The ion Gd36+ keeps 28 electrons in closed shells around a nucleus of charge 64, and eight of its orbitals from a Dirac-Coulomb Hartree-Fock calculation are listed below without names. The column ε is the orbital energy. The self-energy is the shift caused by the electron's interaction with its own radiation field, and the vacuum polarisation is the shift caused by virtual electron-positron pairs that modify the nuclear potential. The small-component weight is the share of the orbital's norm carried by the lower half of the Dirac spinor. A candidate such as 2p1/2 names the principal quantum number n, the orbital angular momentum l and the total angular momentum j; which row is which, and which column decides?

Gd36+ (Z = 64), [Ar] 3d10, in Dirac-Coulomb Hartree-Fock averaged over the nl configuration (B-spline radial atomic code 1, basis-set limit, Fermi nucleus). Self-energy and vacuum polarisation are first-order shifts of ε from the radiative potential of the bare nucleus, positive meaning less bound; K- and L-shell self-energies are fixed to hydrogenic values. Candidates: 3d3/2, 2p1/2, 2s1/2, 1s1/2, 3d5/2, 3p1/2, 2p3/2, 3s1/2.

| row | ε, Dirac (hartree) | self-energy (eV) | vacuum polarisation (eV) | small-component weight |
| --- | --- | --- | --- | --- |
| A | -114.88 | 0.179 | -0.0295 | 0.00409 |
| B | -365.20 | 12.4 | -1.87 | 0.0126 |
| C | -323.30 | 1.35 | -0.0107 | 0.0117 |
| D | -1913.1 | 90.3 | -14.7 | 0.0569 |
| E | -349.08 | 0.448 | -0.120 | 0.0126 |
| F | -96.517 | 0.0636 | -3.91e-06 | 0.00364 |
| G | -97.744 | -0.0226 | -2.03e-05 | 0.00371 |
| H | -121.79 | 2.85 | -0.414 | 0.00416 |

The shell comes first, and the bare nucleus is the limit to reason from. There the binding energy goes as 1/n² and depends only weakly on j, so the levels gather in groups with wide gaps between them. Sorted by energy, the rows run D, B, E, C, H, A, G, F. The energy falls in size by a factor of 5.24 from D to B and by 2.65 from C to H, whereas the largest of the other steps, A to G, is only 114.88/97.744, about 1.2. The groups hold one, three and four rows, exactly as the candidates divide among the first three shells, so D is 1s1/2.

The small-component weight confirms the grouping, because it measures speed. For a slow electron the small component is (σ·p/2mc) times the large one, with p the momentum, so the weight is about ⟨p²⟩/4m²c². Around a bare nucleus p scales as 1/n and the weight as 1/n². It drops by 4.5 from D to B and by 2.8 from C to H, somewhat more than the factors 4 and 9/4 of that limit, as screening by inner electrons slows the outer ones. Within a group the weight changes little.

Inside the second group these two columns set a trap. B and E lie 16.1 hartree apart, E and C 25.8 hartree apart, so taking the closest pair as the spin-orbit doublet would pair B with E. In the one-electron Dirac limit, however, levels depend on n and j alone: 2s1/2 and 2p1/2 coincide in energy and in small-component weight, and 2p3/2 stands above them. B and E share the weight 0.0126, so they are the two j = 1/2 orbitals, and C, with 0.0117, is 2p3/2. Which of B and E is the s orbital the weight leaves open.

Vacuum polarisation settles this, because it probes the orbital next to the nucleus. The virtual pairs screen the nuclear charge out to roughly the reduced Compton wavelength ħ/mc, about 0.007 bohr, and an electron inside that range sees a larger charge and is bound more tightly. All rows are negative, as this picture leads one to expect, though for d orbitals a smaller term of opposite sign competes with it. In the non-relativistic limit the correction acts as a contact term, and only s orbitals, which have density at the origin, feel it. The Dirac equation adds one exception: the small component of a p1/2 orbital has the angular shape of an s function and reaches the nucleus, with a weight reduced by powers of Zα, where Z is the nuclear charge and α the fine-structure constant. Neither component of p3/2 or of a d orbital is s-like.

Theory thus gives the order s, p1/2, p3/2, d within a shell, with steep steps. B exceeds E in size by a factor of 15.6 and E exceeds C by 11.2. So B is 2s1/2, E is 2p1/2 and C is again 2p3/2. The energies agree, since an s orbital penetrates the inner shell more than a p orbital, is screened less and lies deeper.

The third group repeats the pattern. H has 14 times the vacuum polarisation of A, close to the step from B to E, so H is 3s1/2 and A is 3p1/2. G and F lie more than a thousandfold below A, and they are the d pair, held off the nucleus by the centrifugal barrier. H and G differ by only a factor of 1.12 in small-component weight but by 126 in the size of the self-energy (45 if F is taken instead of G), which rules out speed as such as the measure of these shifts and fits the argument from closeness to the nucleus. The comparison works only within a shell: H outranks both 2p rows in both QED columns, although it is bound far more weakly.

The self-energy reads differently and can mislead if taken for a second contact probe. For s orbitals it is one: the fluctuating field smears the electron's position, weakens the attraction at the nucleus and gives a large positive shift. For the 2p rows the order is reversed against vacuum polarisation, with C at 1.35 eV above E at 0.448 eV. The ratio of the two shifts is no safe label either, for self-energy over the size of vacuum polarisation is 6.07 for A and 6.14 for D, a p1/2 and an s orbital.

The reversal has a standard cause, the anomalous magnetic moment, which is part of the self-energy. Spin-orbit coupling is proportional to g − 1, where g is the electron's g factor and the 1 comes from Thomas precession. With g = 2 + α/π this becomes 1 + α/π, so a fine-structure splitting Δ widens by (α/π)Δ. Since l·s equals l/2 for j = l + 1/2 and −(l + 1)/2 for j = l − 1/2, the upper level rises by the fraction l/(2l + 1) of the widening and the lower level sinks by (l + 1)/(2l + 1) of it. To lowest order in Zα, the level with smaller j therefore has both the deeper energy and the lower self-energy.

This decides the d pair, and the estimate has no fitted parameter. G lies 1.227 hartree, or 33.4 eV, below F. Multiplying by α/π = 0.002323 gives 0.0776 eV for the expected difference of the self-energies.

The table's difference is 0.0636 − (−0.0226) = 0.0862 eV, which is 11 % above the estimate and has the right sign if G is 3d3/2 and F is 3d5/2. The radiative potential contains a magnetic term by construction, so the agreement explains the pattern without testing QED. Nor should its closeness be overread: the radiative potential is that of the bare nucleus, whose field is stronger than the screened field that sets the splitting, so the two sides are comparable only to some tens of per cent. It does show that the energy order and the self-energy order of G and F point to the same assignment.

The one negative self-energy follows from the same shares. For l = 2 the lower level takes three fifths of the widening, −0.047 eV, and the upper level two fifths, +0.031 eV. Subtracting these from the table leaves 0.024 and 0.033 eV, a positive part of similar size for both. Its value depends on the model potential and on whether the screened or the bare field is used for the magnetic share, so only its sign and rough size mean anything. In a d orbital that part is weak enough for the magnetic term to outweigh it in the lower level, whereas the p1/2 rows stay positive.

The assignments differ in how firmly they stand. D, all three shells, B, E, C, H, A and the d pair as a pair are sure, resting on wide energy gaps or on factors of ten or more. The order of G and F is the least firm, although energy, small-component weight and self-energy all agree on it: it has the narrowest gap, and self-energies for n = 3 are good only to about 10 to 30 %, with a relative error that is probably larger still for G, which is a remainder of opposing terms. Their vacuum polarisations differ in the expected direction but deserve little weight, being tiny sums of the Uehling and Wichmann-Kroll terms, whose totals for the ion have opposite signs. All these shifts are first-order values on frozen orbitals, and the response of the other electrons, which is left out, may rival shifts as small as those of the d rows. The energies exclude the Breit interaction, whose shifts in the same calculation, 3.44 eV for G and 2.66 eV for F, narrow the gap by less than 1 eV and leave the order intact.

The rules can be tried on the ion's ninth orbital, 3p3/2. It should lie between A and G in energy and have a larger self-energy than A. Carrying over the 2p step, its vacuum polarisation should be near −0.0295/11.2, or −0.0026 eV.

The rows with their labels:

| orbital | n | l | electrons in the nl shell | ε, Dirac (hartree) | self-energy (eV) | vacuum polarisation (eV) | small-component weight |
| --- | --- | --- | --- | --- | --- | --- | --- |
| 1s1/2 | 1 | 0 | 2 | -1913.1 | 90.3 | -14.7 | 0.0569 |
| 2s1/2 | 2 | 0 | 2 | -365.20 | 12.4 | -1.87 | 0.0126 |
| 2p1/2 | 2 | 1 | 6 | -349.08 | 0.448 | -0.120 | 0.0126 |
| 2p3/2 | 2 | 1 | 6 | -323.30 | 1.35 | -0.0107 | 0.0117 |
| 3s1/2 | 3 | 0 | 2 | -121.79 | 2.85 | -0.414 | 0.00416 |
| 3p1/2 | 3 | 1 | 6 | -114.88 | 0.179 | -0.0295 | 0.00409 |
| 3p3/2 | 3 | 1 | 6 | -109.26 | 0.352 | -0.00273 | 0.00386 |
| 3d3/2 | 3 | 2 | 10 | -97.744 | -0.0226 | -2.03e-05 | 0.00371 |
| 3d5/2 | 3 | 2 | 10 | -96.517 | 0.0636 | -3.91e-06 | 0.00364 |

The labels confirm all eight assignments; the column of electrons in the nl shell counts both j levels together. The 3p3/2 row falls where the rules place it, with −0.00273 eV of vacuum polarisation and a self-energy of 0.352 eV, about twice that of 3p1/2. The analysis printed after this text lists the gaps, ratios and orders used.

The contact picture can be held against the density averaged over the nucleus from the same calculation. The size of the vacuum polarisation divided by that density stays between 5.6 and 5.9 × 10⁻⁵ eV bohr³ for the three s rows, because s orbitals share one shape over the range of the potential. That range is much larger than the nucleus, so the ratio does not carry over to other shapes: for both p1/2 rows it is about 8.5 in the same units. From 2s to 3s the shift falls by 4.52 rather than by the 3.38 of the 1/n³ rule for a bare nucleus, and the density falls in step with the shift. Theory attributes the excess to screening, since a 3s electron spends most of its time outside the two inner shells.

The magnetic-moment estimate fails in size for the p pairs, where the table gives only 0.55 of it for 2p and 0.49 for 3p, though the sign holds. The derivation is of lowest order in Zα, which is nearly one half here, and it suits an orbital that stays away from the nucleus. A likely cause of the shortfall is that the s-like small component adds a positive contact shift to p1/2 and so narrows the difference. A rough test supports it: the p1/2 density over the nucleus times the self-energy per density of the s orbital in the same shell gives 0.53 eV for 2p and 0.14 eV for 3p, about three quarters of the shortfalls of 0.73 and 0.18 eV. The change from 2p to 3p should not be interpreted, because the self-energies of the first two shells are fixed to hydrogenic values and those of the third are not.

Numerical output:

```
SE = self-energy, VP = vacuum polarisation; three-figure rounding: up to 0.5 % per value
orbital | energy eV | n^2 x small weight | SE/|VP| | Breit/|SE|
1s1/2 | -52058 | 0.0569 | 6.143 | 1.65
2s1/2 | -9938 | 0.0504 | 6.631 | 1.49
2p1/2 | -9499 | 0.0504 | 3.733 | 64.7
2p3/2 | -8797 | 0.0468 | 126.2 | 15.2
3s1/2 | -3314 | 0.0374 | 6.884 | 1.41
3p1/2 | -3126 | 0.0368 | 6.068 | 33.7
3p3/2 | -2973 | 0.0347 | 128.9 | 12.1
3d3/2 | -2660 | 0.0334 | -1113 | 152
3d5/2 | -2626 | 0.0328 | 1.627e+04 | 41.8
neighbours in energy | gap hartree | energy ratio | small-weight ratio | |VP| ratio
1s1/2 to 2s1/2 | 1547.900 | 5.238 | 4.516 | 7.86
2s1/2 to 2p1/2 | 16.120 | 1.046 | 1.000 | 15.6
2p1/2 to 2p3/2 | 25.780 | 1.080 | 1.077 | 11.2
2p3/2 to 3s1/2 | 201.510 | 2.655 | 2.813 | 0.0258
3s1/2 to 3p1/2 | 6.910 | 1.060 | 1.017 | 14
3p1/2 to 3p3/2 | 5.620 | 1.051 | 1.060 | 10.8
3p3/2 to 3d3/2 | 11.516 | 1.118 | 1.040 | 134
3d3/2 to 3d5/2 | 1.227 | 1.013 | 1.019 | 5.19
order by SE: 1s1/2 > 2s1/2 > 3s1/2 > 2p3/2 > 2p1/2 > 3p3/2 > 3p1/2 > 3d5/2 > 3d3/2
order by |VP|: 1s1/2 > 2s1/2 > 3s1/2 > 2p1/2 > 3p1/2 > 2p3/2 > 3p3/2 > 3d3/2 > 3d5/2
negative SE in: 3d3/2
s rows | SE ratio | VP ratio | density ratio | 1/n^3 ratio
1s1/2/2s1/2 | 7.28 | 7.86 | 7.58 | 8.00
2s1/2/3s1/2 | 4.35 | 4.52 | 4.50 | 3.38
orbital | SE/density 1e-4 eV bohr^3 | |VP|/density 1e-5 eV bohr^3
1s1/2 | 3.60 | 5.86
2s1/2 | 3.75 | 5.66
3s1/2 | 3.88 | 5.64
2p1/2 | 3.18 | 8.52
3p1/2 | 5.13 | 8.46
n=2: p1/2 over s: density 0.0426, VP 0.0642, SE 0.0361; SE p3/2 over p1/2 3.01
n=3: p1/2 over s: density 0.0475, VP 0.0713, SE 0.0628; SE p3/2 over p1/2 1.97
3s1/2 over 3d3/2: small weight 1.12, |SE| 126, VP 2.04e+04
alpha/pi = 0.002323
pair | splitting eV | estimate eV | SE difference eV | table/estimate | weighted mean SE eV
2p | 701.5 | 1.6295 | 0.9020 | 0.55 | 1.0493
3p | 152.9 | 0.3552 | 0.1730 | 0.49 | 0.2943
3d | 33.4 | 0.0776 | 0.0862 | 1.11 | 0.0291
3d estimate shared: 3d3/2 -0.0465 eV, 3d5/2 +0.0310 eV; left over 0.0239, 0.0326 eV
electrons 28; summed SE 219.5 eV, VP -34.3 eV; 1s share 82 % and 86 %
```
